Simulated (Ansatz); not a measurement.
## W: energy above lowest point as volume scale varies

All results are calculated (Ansatz 0.2.0). Free energy against uniform scaling of the volume at fixed shape and fractions; periodic cell, basis, potentials, k mesh and filling as listed.

The cell before it is scaled or strained (space group Pbcm, No. 57):
```
cell vectors (Å)
   2.8097     0.0000     0.0000
   0.0000     4.8639     0.0000
   0.0000     0.0000     4.9237
atoms (fractions of the cell vectors)
W   0.79317  0.56316  0.25000
W   0.20683  0.06316  0.25000
W   0.20683  0.43684  0.75000
W   0.79317  0.93684  0.75000
```

Settings of every row: functional PBEsol; dispersion none; potentials PAW; wave cutoff 450 eV; density cutoff 1800 eV; k mesh 8x5x5; k shift 0x0x0; occupations gaussian; smearing width 0.1 eV; spin none.

Limits: coarse k mesh, up to 40 meV an atom off; no spin-orbit coupling, which can matter with elements this heavy; the cell comes from a prototype or a list of computed structures and needn't be the stable phase.

```csv
row,volume scale,V (Å³/atom),energy above lowest point (meV/atom)
1,0.9,15.14,65.6
2,0.925,15.56,20.5
3,0.95,15.981,0
4,0.975,16.401,?
5,1,16.822,20.7
6,1.025,17.242,56.9
7,1.05,17.663,107.6
8,1.075,18.084,170.8
9,1.1,18.504,245
```

Question: what energy above lowest point should row 4 give?

Worked fit of energy above lowest point. Take u = (V_r/V)^(2/3) − 1 with V_r = 17.032 Å³ an atom, which is twice the finite (Eulerian) strain; such expansions in the strain, on which the Birch-Murnaghan equation of state is built, carry the rest volume and the bulk modulus. The shown rows have u = 0.08167, 0.06211, 0.04338, 0.00831, -0.00814, -0.02396, -0.03917, -0.05376. Least squares give energy above lowest point = 36.89 − 2204.9 × u + 31111 × u² + 2326 × u³ meV/atom; a parabola predicts inner rows, each left out in turn, worse (root mean square 0.19 against 0.05 meV/atom). The rows lie off it by 0.0, 0.0, 0.0, 0.0, 0.0, 0.1, 0.0, 0.0. Its lowest point lies at u = 0.0353, or V = 16.17 Å³ an atom, and the curvature there gives the bulk modulus at fixed shape and fractions, B = (4/9)(1 + u)² E″(u)/V = 296 GPa. Letting shape and atoms relax would as a rule lower it, by much in layered, chain or molecular crystals. The withheld row has u = 0.02549, so the fit gives 36.89 − 2204.9 × (0.02549) + 31111 × (0.02549)² + 2326 × (0.02549)³ = 0.9 meV/atom.

The calculation gave 0.9 meV/atom. The fit meets it to the printed digit.
